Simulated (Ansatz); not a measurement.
## AlClH4N2: structure from calculated spectroscopic constants

These gas-phase data were calculated for one isomer of AlClH4N2 at PBE0-D4/def2-SVP (harmonic, unscaled wavenumbers; equilibrium rotational constants with average atomic masses):

```
rotational constants            : 20.47, 1.767, 1.641 GHz
all wavenumbers above 1500 cm⁻¹ : 3601, 3590, 3514, 1990, 1658
```

Candidates:

(1) `N[NH][AlH][Cl]`, a singlet
(2) `[NH2][Al]([NH2])[Cl]`, a singlet

**Question.** Which candidate do the data belong to?

**Answer.** Candidate (1). The band at 1990 cm⁻¹ lies where the Al–H stretch is expected; (2) has no mode between 1700 and 2050 cm⁻¹.

The same quantities for all candidates:

```tsv
	rotational constants (GHz)	wavenumbers above 1500 cm⁻¹	E above the lowest, PBE0-D4/def2-SVP (kcal/mol)
(1)	20.47, 1.767, 1.641	3601, 3590, 3514, 1990, 1658	58.6
(2)	5.9, 3.148, 2.053	3722, 3722, 3630, 3628, 1530, 1521	0.0
```

Harmonic stretches to hydrogen usually lie a few per cent above observed fundamentals. Each candidate is one conformer. Programs: Ansatz 0.2.0.

The rotational constants support the assignment independently of the Al–H band. One large and two small, nearly equal constants fit the extended Cl–Al–N–N chain of (1), whereas the branched heavy-atom frame of (2) is a much more asymmetric top. The N–H region agrees: (1) has three N–H stretches and one NH₂ scissoring mode, while (2) has four stretches and two scissoring modes.

The assigned isomer lies 58.6 kcal/mol above (2), so the spectroscopic match is no indication of thermodynamic preference. The energy gap probably reflects the exchange of a weak N–N bond and an Al–H bond for a strong, polar Al–N bond and an N–H bond. Repulsion between adjacent nitrogen lone pairs weakens the N–N link, whereas in (2) both nitrogens can donate into the empty aluminium p orbital. The constants of (2) are consistent with a planar molecule, as such donation would favour, and the greater s character of its N–H bonds probably contributes to their higher stretching wavenumbers. Whether (1) could persist depends on its rearrangement barriers, which these minima don't reveal.
